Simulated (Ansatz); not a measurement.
# Ligand exchange: C2H5BrSn + C2H7NSi → C2H7NSn + C2H5BrSi

Species: C2H5BrSn `C[CH2][Sn][Br]`, singlet; C2H7NSi `C=C[SiH2]N`, singlet; C2H7NSn `C[CH2][Sn][NH2]`, singlet; C2H5BrSi `C=C[SiH2]Br`, singlet. The partners trade Br for NH2: Sn–Br and Si–NH2 bonds give way to Sn–NH2 and Si–Br.

Shapes, held fixed at every level: PBE0-D4/def2-TZVP. Flexible molecules stand in one conformer, not always the lowest. Programs: Ansatz 0.2.0. The zero-point and thermal change to 298 K, harmonic and unscaled (PBE0-D4/def2-TZVP), is -0.9 kJ/mol.

```json
{"level": "SPW92/def2-TZVPP", "kind": "LDA", "ΔH(298 K) (kJ/mol)": "+56.0", "less CCSD(T)/def2-TZVPP": "+1.8", "CPU time (sum over the molecules)": "26 s"}
{"level": "r2SCAN-D4/def2-TZVPP", "kind": "meta-GGA", "ΔH(298 K) (kJ/mol)": "+58.4", "less CCSD(T)/def2-TZVPP": "+4.2", "CPU time (sum over the molecules)": "1.8 min"}
{"level": "PBE0-D4/def2-TZVPP", "kind": "global hybrid", "ΔH(298 K) (kJ/mol)": "+61.3", "less CCSD(T)/def2-TZVPP": "+7.1", "CPU time (sum over the molecules)": "66 s"}
{"level": "r2SCAN0-D4/def2-TZVPP", "kind": "global hybrid", "ΔH(298 K) (kJ/mol)": "+63.7", "less CCSD(T)/def2-TZVPP": "+9.5", "CPU time (sum over the molecules)": "1.9 min"}
{"level": "B2PLYP/def2-TZVPP", "kind": "double hybrid", "ΔH(298 K) (kJ/mol)": "+59.5", "less CCSD(T)/def2-TZVPP": "+5.3", "CPU time (sum over the molecules)": "2.1 min"}
{"level": "MP2/def2-TZVPP", "kind": "perturbation theory", "ΔH(298 K) (kJ/mol)": "+53.4", "less CCSD(T)/def2-TZVPP": "-0.8", "CPU time (sum over the molecules)": "–"}
{"level": "CCSD/def2-TZVPP", "kind": "coupled cluster or CI", "ΔH(298 K) (kJ/mol)": "+57.9", "less CCSD(T)/def2-TZVPP": "+3.7", "CPU time (sum over the molecules)": "–"}
{"level": "CCSD(T)/def2-TZVPP", "kind": "coupled cluster or CI", "ΔH(298 K) (kJ/mol)": "+54.2", "less CCSD(T)/def2-TZVPP": "0.0", "CPU time (sum over the molecules)": "56 min"}
```

The highest level, CCSD(T)/def2-TZVPP, gives ΔH(298 K) = +54.2 kJ/mol; the levels span +53.4 to +63.7. The column of differences is taken from that level and isn't an error. No measured value is set beside it here. For atoms past krypton def2 sets carry core potentials with scalar relativity. Relativity is left out for Br. Outer-core shells of Br, Sn are correlated in most correlated rows, in sets that cover them unevenly. Times are processor times on shared x86 and Arm servers, and rough.

The exchange is clearly endothermic at every level, so bromine on tin and the amide on silicon is the favoured pairing in enthalpy. The thermal term is only -0.9 kJ/mol, which places the preference in the electronic bond energies. Silicon forms short, strongly polar bonds to nitrogen, with good overlap and a large electrostatic share. The larger, more diffuse orbitals of tin gain less from nitrogen and lose less on going to bromine. Donation from the nitrogen lone pair into the empty 5p orbital of the stannylene should stabilise the tin amide, but evidently not enough to reverse the order.

Adding exact exchange to r2SCAN raises the reaction enthalpy from +58.4 to +63.7 kJ/mol, whereas the triples correction lowers it from the CCSD value. The closeness of MP2 to CCSD(T) therefore probably owes something to cancellation among higher-order correlation terms. Because tin is divalent here and silicon tetravalent, the result doesn't isolate an intrinsic difference between the two elements from the effect of oxidation state.
